### Question

A Bader charge is found by cutting the electron density into one basin per atom, along surfaces across which the density has no slope, and counting the electrons in each basin. The table gives such charges for compounds of aluminium with d metals, computed with the r2SCAN functional.

Compounds of aluminium with d metals, each relaxed at this level within the symmetry of its starting cell: Ansatz 0.2.0, r2SCAN, scalar-relativistic plane-wave PAW, 500 eV cutoff, Gamma-centred k meshes, Gaussian smearing. Bader charges are means over the atoms of an element, positive for electrons lost. Valence electrons are counted by group number, including the d shell.

```
formula  space group of the cell as it ended  space group  volume per atom (Å³)  shortest distance (Å)  pair at the shortest distance  valence electrons an atom       spin    k mesh  smearing width  most negative Bader charge (e)  most negative element  most positive Bader charge (e)  most positive element
  Al2Ru                            Fddd (70)         Fddd                 13.74                  2.570                          Al-Ru                       4.67       none  10×10×10         0.01 eV                           -3.52                     Ru                            1.76                     Al
 Al3Ru2                         I4/mmm (139)       I4/mmm                 13.52                  2.512                          Ru-Al                       5.00       none  16×16×16          0.1 eV                           -2.87                     Ru                            1.91                     Al
 Al3Cu2                          P-3m1 (164)        P-3m1                 14.54                  2.445                          Cu-Al                       6.20       none   12×12×8          0.1 eV                           -2.23                     Cu                            1.48                     Al
   AlPt                          Pm-3m (221)        Pm-3m                 14.41                  2.655                          Al-Pt                       6.50       none  14×14×14          0.1 eV                           -2.17                     Pt                            2.17                     Al
   AlCu                          Pm-3m (221)        Pm-3m                 12.93                  2.561                          Al-Cu                       7.00       none  14×14×14          0.1 eV                           -1.53                     Cu                            1.53                     Al
  Al3Cu                         P4/mmm (123)       P4/mmm                 14.60                  2.589                          Cu-Al                       5.00       none   16×16×6          0.1 eV                           -1.30                     Cu                            0.43                     Al
  AlNi3                          Pm-3m (221)        Pm-3m                 10.96                  2.493                          Al-Ni                       8.25  collinear  12×12×12          0.1 eV                           -0.68                     Ni                            2.05                     Al
  AlCo3                          Pm-3m (221)        Pm-3m                 11.53                  2.536                          Al-Co                       7.50  collinear  12×12×12          0.1 eV                           -0.62                     Co                            1.86                     Al
  AlCu3                          Pm-3m (221)        Pm-3m                 12.07                  2.575                          Al-Cu                       9.00       none  12×12×12          0.1 eV                           -0.54                     Cu                            1.61                     Al
  TiAl2                            Cmmm (65)         Cmmm                 15.71                  2.719                          Al-Ti                       3.33       none  10×10×10          0.1 eV                           -0.43                     Al                            0.86                     Ti
  TiAl3                         I4/mmm (139)       I4/mmm                 15.65                  2.704                          Al-Ti                       3.25       none  16×16×16          0.1 eV                           -0.30                     Al                            0.91                     Ti
```

(a) Why does the charge of the d metal vary so much more than that of aluminium in most rows?
(b) What sets the charge of aluminium, and why do Al3Cu, TiAl2 and TiAl3 stand apart?
(c) May the charge of Ru in Al2Ru be read as an ionic charge?

### Model answer

**(a)** A crystal is neutral, so whatever the aluminium atoms lose is shared among the d atoms. With $r$ aluminium atoms per d atom, the charges obey $q_\mathrm{M} = -r\,q_\mathrm{Al}$. In the eight rows where Al loses more than one electron, its charge varies by a factor of about 1.5, that of the d metal by 6.5. Much of the trend is therefore composition: Ru in Al2Ru collects from two Al atoms, while each Cu in AlCu3 gets a third of what one Al gives up.

**(b)** Aluminium brings three valence electrons, which in a metal spread out between the atoms. Its basin then holds about as many electrons as its volume $V$ can take at a typical density $n$:

$$q_\mathrm{Al} = 3 - nV$$

One density fitted to all eleven rows, $n$ = 0.19 electrons per Å3, gives the Al charge to about 0.1 e (root mean square); the largest miss is 0.24 e, in Al3Cu2. The two rows with the thinnest Al basins, Al3Cu2 and AlPt, also have the most volume per atom among the eight. Aluminium metal has nearly the same density as the fit, roughly 0.18 from a recalled atomic volume. The basin volumes of the same calculations, listed in the output after this text, run from 5 to 17 Å3. The Al charge thus mainly records where the surface between the atoms lies.

Theory suggests why that place shifts, though these runs do not test it. Outside its small core aluminium has only a thin valence cloud, so the density can keep falling from a d neighbour until close to that core, and the neighbour's basin takes in much of the shared sea. How far the neighbour's density reaches and how close it sits should matter more than how compact its d shell is: copper, with the most compact shell of these metals, leaves the three largest Al basins of the eight rows. Bonding is expected to add to this by drawing density towards a late d metal. Titanium is not expected to draw it, and the Al basin there stays about as large as in aluminium metal. The Ti rows are also rich in Al and have the longest distances in the table, so element and surroundings cannot be separated.

Al3Cu is irregular because its Al atoms meet little copper. The crystal is layered, and one Al layer lies 3.8 Å from the copper layer, with only Al around it. Those atoms are almost neutral, as in aluminium metal, while the other Al atoms, which touch copper on one side only, lose 0.64 e each. That is less than half of the loss in AlCu, where copper surrounds every Al atom. If each Al lost as much as in AlCu, copper would carry −4.6 e.

The estimate for this row, which was part of the fit, starts from the mean Al basin of 13.7 Å3. It holds 0.19 × 13.7 ≈ 2.6 electrons, so each Al loses about 0.4 e. Three of them give copper about −1.2 e, against −1.30 in the table.

In TiAl2 and TiAl3 the sign turns: the Al basins hold more than three electrons. The fitted density puts Ti at +0.63 to +0.65 e, where the table has about +0.9. Even the sign is no prediction: these two rows have the largest basins and weigh most in the fit, and at the recalled density of aluminium metal the Al basin of TiAl3 would hold only 2.97 electrons. The fairest comparison is the almost neutral Al layer of Al3Cu, a basin of similar size with 0.185 electrons per Å3, against 0.196 to 0.198 here. The excess fits a real transfer from titanium but does not prove it; the much smaller Al basin in AlCo3 is denser still.

**(c)** No. A charge of −3.52 e puts 11.5 valence electrons in the Ru basin, enough to fill the 4d shell and most of 5s. The related compound Al3Ru2 shows no such filling. Its Ru basin holds 10.9 valence electrons, but a Löwdin count, which assigns electrons to atomic orbitals, finds only 7.7 in 4d and 0.5 in 5s. A Löwdin count was made for Al2Ru too, but its values are not among the outputs used here, so the reading rests on the related compound. Judged by Al3Ru2, several of the electrons in the Ru basin of Al2Ru are shared ones that happen to lie on the ruthenium side of the surface. Al2Ru has a small band gap on the k mesh used here, which can miss the true band edges. Even a real gap does not make a compound ionic: covalent crystals have gaps too.

Copper shows the same point. From AlCu3 to Al3Cu2 its basin gains 1.7 electrons, yet the Löwdin count falls by 0.2. That count depends on the chosen orbitals and leaves out copper's 4p and ruthenium's 5p, so it gives no true charge either. It does show that the large Bader gain is not matched by a filling of copper's 3d and 4s shells.

### Remarks on the reasoning

The charge balance in (a) is bookkeeping and holds for any partition that conserves electrons. That the Al charge varies so little in eight of the rows is a result for these Bader charges, and another partition need not share it. The rows are also a selection from the crystals computed, not a complete family, so the two factors in (a) describe this table only. The physical content lies in (b), and there volume and charge come from the same surfaces. Their link shows what the charge counts; it does not prove why a surface lies where it does.

An answer based on electronegativity alone earns part of the credit. It explains why titanium differs from the late d metals, but nickel and copper are nearly equal on that scale, and Al still loses 2.05 e in AlNi3 and 1.61 e in AlCu3. The tighter cell is a likely part of the reason: in the three rows of this structure the Al loss rises from 1.61 to 1.86 to 2.05 e as the distance to the d atom shortens from 2.575 to 2.536 to 2.493 Å. Three rows cannot separate this from the filling of the d shell. AlNi3 and AlCo3 are also magnetic in this calculation, in states that may not be the lowest, while the other rows were computed without spin polarisation.

A good answer also says where such charges are safer. In an ionic oxide the density climbs steeply towards the ions on both sides of the surface, so a small change of density hardly moves it. In a metal the surface can run through a region where the density is nearly flat, and a small change of density is then expected to move it far. For alloy work, a Bader charge should therefore be compared only between atoms with similar surroundings, and not used as an oxidation state.

Printed output of the fit:

```
fit of eAl on 11 rows: coefficient of vAl 0.1913 +/- 0.003; rms 0.0945, worst Al3Cu2 0.242, leave-one-out rms 0.107
fit of qal on 11 rows: constant 0.307 +/- 0.26, coefficient of dchi 3.055 +/- 0.66; rms 0.484, worst AlNi3 -0.826, leave-one-out rms 0.572
Charges (e) and Al basins:
     row  Al atoms per d atom  Al charge  d metal charge  Al basin volume (Å3)  valence electrons in Al basin  mean density (e/Å3)  d metal charge from one density
   Al2Ru                    2       1.76           -3.52                  6.44                           1.24               0.1925                           -3.536
  Al3Ru2                  1.5       1.91           -2.87                  5.77                           1.09               0.1889                           -2.844
  Al3Cu2                  1.5       1.48           -2.23                  9.21                           1.52                0.165                           -1.857
    AlPt                    1       2.17           -2.17                  4.99                           0.83               0.1663                           -2.045
    AlCu                    1       1.53           -1.53                  7.77                           1.47               0.1892                           -1.513
   Al3Cu                    3       0.43            -1.3                 13.67                           2.57                0.188                           -1.154
   AlNi3               0.3333       2.05           -0.68                  4.97                           0.95               0.1911                          -0.6831
   AlCo3               0.3333       1.86           -0.62                  5.72                           1.14               0.1993                          -0.6352
   AlCu3               0.3333       1.61           -0.54                  7.24                           1.39                0.192                          -0.5383
   TiAl2                    2      -0.43            0.86                 17.34                           3.43               0.1978                           0.6347
   TiAl3                    3       -0.3            0.91                 16.82                            3.3               0.1962                           0.6537
Mean valence density of Al metal, from a rough recalled 17 Å3 an atom (e/Å3): 0.1765
Rms miss of the Al charge with that density and no fit (e): 0.1774
Largest over smallest Al charge, eight rows with Al above 1 e: 1.466
Largest over smallest d metal charge, same eight rows: 6.519
Cu charge in Al3Cu if each Al lost as much as in AlCu (e): -4.59
Electrons per added volume between the two kinds of Al site in Al3Cu (e/Å3): 0.1727
Distance from the Cu layer to the far Al layer in Al3Cu (Å): 3.796
Electrons per added volume of the Cu basin, AlCu3 to Al3Cu2 (e/Å3): 0.1912
Electrons gained by Cu from AlCu3 to Al3Cu2, Bader (e): 1.69
Electrons gained by Cu from AlCu3 to Al3Cu2, Löwdin (e): -0.2346
Löwdin electrons on Cu, Al3Cu less AlCu (e): -0.0022
Valence electrons in the Ru basin of Al2Ru (e): 11.52
Mean density in Al basins, Ti rows above the other rows (%): 6.013
```
